Johnson noise and the R0A-limited detectivity of a photodiode

1. Statement

Conventions. Noise spectra are one-sided: a current noise of spectral density S_I(f), in A²/Hz, has mean square S_I Δf in a narrow band Δf at positive frequency f. The bias V is positive in the forward direction, q is the elementary charge, k the Boltzmann constant and T the device temperature. R0 = (dI/dV)⁻¹ at V = 0 is the zero-bias differential resistance of the dark diode, junction and leakage paths taken together. The diode works into a short circuit, such as the virtual ground of a transimpedance amplifier. Signal powers and currents are rms values at the modulation frequency. Areas are in cm², and detectivity is in Jones (cm Hz^½ W⁻¹).

A resistance R in equilibrium at temperature T carries the short-circuit current noise

(1) S_I = (4/R) hf/[exp(hf/kT) − 1], which tends to 4kT/R for hf ≪ kT.

An ideal diode, I = I0[exp(qV/kT) − 1], has at low frequency the shot noise

(2) S_I = 2qI0[exp(qV/kT) + 1] = 2qI coth(qV/2kT),

and at V = 0, where R0 = kT/(qI0), the two results coincide:

(3) S_I(0) = 4qI0 = 4kT/R0.

With external quantum efficiency η at wavelength λ the responsivity is ℛ = ηqλ/(hc), and a diode of area A limited by its zero-bias noise has

(4) D* = √(AΔf)/NEP = (ηqλ/hc) √(R0A/4kT).

Setting. A silicon diode with R0 = 10 GΩ at T = 300 K. The remaining inputs are assumed, typical values, treated as exact in the arithmetic: A = 0.10 cm², λ = 900 nm, η = 0.80. Then kT/q = 25.85 mV, 4kT = 1.657×10⁻²⁰ J, √A = 0.3162 cm, R0A = 1.0×10⁹ Ω cm², hc/q = 1.2398 V µm and ℛ = 0.80 × 0.900/1.2398 = 0.5807 A/W. Equation (4) gives D* = 1.43×10¹⁴ Jones. The faulty calculation of section 2 gives 3.24×10¹⁴ Jones, too high by a factor 2.27.

2. A wrong attempt

The calculation in this section is wrong, and its answer must not be used. It is set out line by line so that the fault can be located.

W1. Data sheets commonly specify the shunt resistance at about 10 mV reverse bias, so take |V| = 10 mV. The dark current is I_dark = |V|/R0 = 1.000 pA.

W2. The noise of a diode in the dark is the shot noise of its dark current: S_I = 2qI_dark = 3.204×10⁻³¹ A²/Hz.

W3. The noise current is √S_I = 0.5661 fA/√Hz.

W4. The noise-equivalent power per root bandwidth is 0.5661/0.5807 = 0.975 fW/√Hz.

W5. D* = 0.3162 cm/(0.975×10⁻¹⁵ W/√Hz) = 3.24×10¹⁴ Jones (wrong).

3. The symptom

The answer depends on the bias picked in W1, and it improves without limit as that bias is reduced. Lines W1 to W5 combine to D* = ℛ √(R0A/(2q|V|)), which gives

|V| = 10 mV: I_dark = 1.000 pA, D* = 3.24×10¹⁴ Jones (wrong)
|V| = 1 mV: I_dark = 0.100 pA, D* = 1.03×10¹⁵ Jones (wrong)
|V| = 0.1 mV: I_dark = 0.010 pA, D* = 3.24×10¹⁵ Jones (wrong)

and an infinite D* at V = 0, where the dark current vanishes. A noiseless unbiased diode would break the second law. Connected to an ordinary 10 GΩ resistor at the same 300 K, it would absorb the power kT per hertz, 4.14×10⁻²¹ W/Hz, that the resistor delivers to a matched load (section 5.1), and would return nothing, so that heat would flow steadily between two bodies at one temperature. Since the noise is continuous in V, a formula that fails in this way at V = 0 fails also for |V| small against kT/q.

The same defect shows as a noise temperature. Writing the result of W2 as 4kT_n/R0 gives T_n = q|V|/2k = 58 K for a device that sits at 300 K and is biased by less than kT/q. The device temperature does not enter W1 to W5 at all.

A third sign is a ceiling. Section 5.4 shows that an ideal junction in parallel with an ohmic shunt cannot have a white noise below 2kT/R0 at any bias, so that D* cannot exceed √2 times the value of (4), here 2.02×10¹⁴ Jones. The wrong answer lies above this ceiling.

4. The faulty line

The fault is W2. Line W1 is exact for an ohmic shunt, and W3 to W5 only apply definitions. The formula S_I = 2qI belongs to one Poisson stream of charges q that all cross in the same direction. Near zero bias the dark current is the small difference of two larger opposed flows, and their fluctuations add where their means subtract. For an ohmic path the noise is set by thermal motion of the carriers and does not depend on the net current at all. In both cases the noise near V = 0 is the Johnson value 4kT/R0, which W2 leaves out. W2 also leaves out the 1/f noise that a bias current brings with it. The line must be replaced by

(5) S_I = 2qI0[exp(qV/kT) + 1] + 4kT/R_sh + K I_sh²/f, with 1/R0 = qI0/kT + 1/R_sh,

for an ideal junction of saturation current I0 in parallel with an ohmic shunt R_sh that carries I_sh = V/R_sh. The dimensionless K measures the resistance fluctuations of the shunt. At V = 0 equation (5) reduces to 4kT/R0, however R0 is divided between junction and shunt.

5. Proofs

5.1 Mode counting, equation (1). The argument is Nyquist's (1928), given for the noise studied by Johnson (1928). Join two resistors R at temperature T by a lossless line of characteristic impedance R, length L and wave speed v. Both ends are matched, so each resistor absorbs all that arrives. Short both ends at some instant. The trapped field is a set of standing waves at f_n = nv/2L, that is 2L/v modes per hertz, and in equilibrium each mode holds the thermal energy of a harmonic oscillator,

E(f) = hf Σ n exp(−nhf/kT)/Σ exp(−nhf/kT) = hf/[exp(hf/kT) − 1].

The energy in df is (2L/v)E df. Half of it travels each way and crosses the line in the time L/v, so the power sent by each resistor is ½(2L/v)E df/(L/v) = E df. Represent the resistor as a noiseless R in parallel with a current source of spectrum S_I. A matched load takes half the source current, hence a quarter of its mean square, and dissipates (S_I/4)R df. Setting this equal to E df gives S_I = 4E/R, which is (1).

With y = hf/kT, E = kT(1 − y/2 + ...). The scale is kT/h = 6.25 THz at 300 K, and at 10 Hz y = 1.6×10⁻¹², so the classical limit is exact for every purpose here. Equation (1) counts the power emitted by the resistor. The symmetrised quantum spectrum has (hf/2)coth(hf/2kT) = E + hf/2 in place of E, and the same limit kT.

The prefactor 4 can be confirmed by equipartition. With a capacitance C across R the voltage spectrum is 4kTR/[1 + (2πfRC)²], whose integral over positive f is 4kTR/(4RC) = kT/C, so that ½C⟨V²⟩ = ½kT.

5.2 Any two-terminal element in equilibrium. Let an element of small-signal admittance Y(f) and unknown noise S_Y be placed in parallel with a conductance G of noise S_G = 4EG. The source in G produces a voltage spectrum S_G/|G + Y|² and deposits S_G Re Y/|G + Y|² per hertz in the element. The source in the element deposits S_Y G/|G + Y|² in G. At equal temperatures these must balance in every band, since a lossless filter could otherwise select a band with net heat flow. Therefore

(6) S_Y = 4E Re Y, which tends to 4kT Re Y.

A diode is nonlinear, but its fluctuations explore only the linear part of the characteristic when they are small against kT/q. For an assumed junction capacitance of 100 pF the rms voltage √(kT/C) is 6.4 µV, far below 25.85 mV. At low frequency Re Y = 1/R0, so the unbiased diode has the noise 4kT/R0 whatever mechanism conducts in it.

5.3 Shot noise of two opposed streams, equations (2) and (3). Let charges q cross independently at mean rate r. The number N in a time τ is Poisson distributed with variance rτ, so the averaged current qN/τ has variance q²r/τ. Averaging over τ is a filter with power transmission sin²(πfτ)/(πfτ)², whose integral over positive f is 1/2τ. A white spectrum S_I passes it with variance S_I/2τ, and comparison gives S_I = 2q²r = 2qI, the result of Schottky (1918).

In the ideal diode a forward stream of current I0 exp(qV/kT) and a reverse stream of current I0 cross the junction independently. The mean current is their difference. The variance of a difference of independent counts is the sum of the variances, so S_I = 2qI0[exp(qV/kT) + 1]. Dividing by 2qI gives [exp(x) + 1]/[exp(x) − 1] = coth(x/2) with x = qV/kT, which is the second form of (2). It holds at frequencies below the inverse transit and diffusion times of the carriers. At V = 0 both streams equal I0, so S_I = 4qI0, and dI/dV = qI0/kT gives R0 = kT/(qI0), hence 4qI0 = 4kT/R0. Shot noise and Johnson noise of the unbiased junction are one noise described in two ways, and must not be added to each other.

Of the two forms in (3), 4kT/R0 is the general one, by (6). A characteristic I0[exp(qV/nkT) − 1] with ideality factor n has R0 = nkT/(qI0) and zero-bias noise 4kT/R0 = 4qI0/n, so that 4qI0 is correct only for n = 1.

5.4 The shunt, the 1/f term and the ceiling. A macroscopic ohmic shunt under small bias keeps its carriers at the lattice temperature, so its white noise stays 4kT/R_sh. If its resistance fluctuates slowly with relative spectrum K/f, then δI = −I_sh δR/R_sh and the added noise is K I_sh²/f, which vanishes with the bias, as (6) requires. The three sources are independent, and their sum is (5). The junction term decreases with reverse bias towards 2qI0 = 2kT/R_j, where R_j = kT/(qI0). Therefore S_I ≥ 2kT/R_j + 4kT/R_sh ≥ 2kT/R0, with the lower bound approached only by a shunt-free ideal diode for −V ≫ kT/q. In that limit alone the forward stream is gone, I_dark = I0, and 2qI_dark is the correct white noise.

5.5 Detectivity, equation (4). A power P at wavelength λ delivers Pλ/hc photons per second, and a fraction η of them each contribute a charge q to the external current, so ℛ = ηqλ/hc. The NEP is the power whose photocurrent equals the rms noise current in the band, NEP = √(S_I Δf)/ℛ. Then D* = √(AΔf)/NEP = ℛ√(A/S_I), and S_I = 4kT/R0 gives (4). At 300 K, with λ in µm and R0A in Ω cm², it reads D* = 6.27×10⁹ ηλ√(R0A) Jones. D* is independent of the area only if R0 scales as 1/A. When leakage along the perimeter sets R0, the product R0A and D* belong to the particular diode and do not transfer to another size.

6. The mended calculation

M1. At zero bias, S_I = 4kT/R0 = 1.657×10⁻³⁰ A²/Hz.

M2. √S_I = 1.287 fA/√Hz.

M3. NEP per root bandwidth: 1.287/0.5807 = 2.216 fW/√Hz.

M4. D* = 0.3162 cm/(2.216×10⁻¹⁵ W/√Hz) = 1.43×10¹⁴ Jones.

In the language of shot noise, M1 is 4qI0 with I0 = kT/(qR0) = 2.585 pA, or 2q times an equivalent one-way current of 5.170 pA, although no net current flows.

At 10 mV reverse bias the white noise depends on how R0 is divided, and the two extreme cases bracket it.

Pure ohmic shunt. S_I is that of M1, and D* = 1.43×10¹⁴ Jones.

Pure ideal junction. Here u = q|V|/kT = 0.3868 and exp(−u) = 0.6792. The reverse stream is 2.585 pA and the forward stream 1.756 pA. Their difference, the dark current, is 0.8293 pA, and their sum is 4.341 pA. The noise is 2q times the sum, 1.391×10⁻³⁰ A²/Hz, and D* = 1.56×10¹⁴ Jones. Line W2 applied to the difference would give 2.657×10⁻³¹ A²/Hz and 3.56×10¹⁴ Jones.

7. Size of the error

White noise. The ratio of the true noise power to 2q|I_dark| is 2/u = 2kT/(q|V|) for the ohmic shunt and coth(u/2) = 2/u + u/6 − ... for the ideal junction. At 10 mV these are 5.17 and 5.23. For a mixture the numerators add and the denominators add, since both currents have the same sign, so the ratio lies between the two. D* goes as the inverse square root of the noise power, and the slip overstates it by a factor between 2.27 and 2.29. For the ohmic case of section 2 this means a D* too high by 127 %, an NEP too low by 56 %, a noise power too low by 7.1 dB, and an averaging time for a given signal-to-noise ratio that is 5.17 times longer than predicted. The factor grows as the bias falls: 7.19 at 1 mV and 22.7 at 0.1 mV.

For an ohmic shunt the error changes sign at |V| = 2kT/q = 51.7 mV. At 1 V reverse bias, if the shunt stays ohmic, I_dark = 100 pA and 2qI_dark = 3.204×10⁻²⁹ A²/Hz is 19.3 times the Johnson noise, so that against white noise alone the slip understates D* by a factor 4.40, with 3.24×10¹³ Jones in place of 1.43×10¹⁴.

1/f noise. K differs widely between devices and cannot be derived from R0. The value K = 10⁻⁶ is assumed here only to show how the term scales. The corner frequency at which it equals the Johnson noise of the shunt is f_c = K I_sh² R_sh/4kT, which is 0.60 Hz at 10 mV and 6.0 kHz at 1 V, because it grows as V². For the pure ohmic shunt, equation (5) then gives

10 mV, 10 Hz: S_I = 1.757×10⁻³⁰ A²/Hz, D* = 1.39×10¹⁴ Jones, slip too high by a factor 2.34
10 mV, 1 Hz: S_I = 2.657×10⁻³⁰ A²/Hz, D* = 1.13×10¹⁴ Jones, slip too high by a factor 2.88
1 V, 10 Hz: S_I = 1.002×10⁻²⁷ A²/Hz, D* = 5.80×10¹² Jones, slip too high by a factor 5.59

At 10 mV and 10 Hz the 1/f term adds 6.0 % to the noise power, so the omitted Johnson term accounts for nearly all of the error. At 1 V the omitted 1/f term dominates below the corner, and the slip is too high below 329 Hz and too low above, agreeing with (5) at that frequency only by accident. These figures scale with the assumed K and are illustrations, whereas the factor 2.27 contains no K. Where the 1/f term matters, the mean square noise between f1 and f2 contains K I_sh² ln(f2/f1), the NEP no longer scales as √Δf over a wide band, and D* has to be quoted with its frequency and bias.

Terms left out of (4). Their sizes at 10 Hz show that 1.43×10¹⁴ Jones stands for the unbiased diode in the dark.

Series resistance. With R_s in series, Re Y ≈ 1/R0 + (2πfC)²R_s for R_s ≪ R0 and 2πfCR_s ≪ 1, and by (6) the second term adds noise. For assumed values R_s = 10 Ω and C = 100 pF it equals the first at f = 1/(2πC√(R_s R0)) = 5.03 kHz, and at 10 Hz it is 3.9×10⁻⁶ of it.

Thermal background. A 300 K blackbody filling the hemisphere sends a photon flux Φ = 2π(kT)³/(h³c²) ∫ w²/(exp w − 1) dw, with w running from w_c = hc/(λ_c kT) to infinity. For an approximate silicon cutoff λ_c = 1.1 µm, w_c = 43.60 and Φ = 3.9×10² cm⁻² s⁻¹. Even for η = 1 the current qΦA is 6.3×10⁻¹⁸ A, and its shot noise is 1.2×10⁻⁶ of M1. With surroundings at the diode temperature this contribution is part of the equilibrium noise and already contained in R0.

Stray light. A steady photocurrent I_ph adds 2qI_ph, which equals M1 at I_ph = 2kT/(qR0) = 5.170 pA, that is 8.9 pW at 900 nm. Equation (4) needs the diode shielded well below this level.

Receiver. The amplifier does not belong to the D* of the diode but can rival it. A feedback resistor R_f adds 4kT/R_f, so that R_f = 10 GΩ at 300 K doubles the noise power and lowers the detectivity of the system to 1.01×10¹⁴ Jones. An assumed input voltage noise e_n = 10 nV/√Hz drives a current 2πfC e_n through the 100 pF junction, 0.063 fA/√Hz at 10 Hz or 0.24 % of M1 in power, and it reaches the Johnson level of the diode at 205 Hz.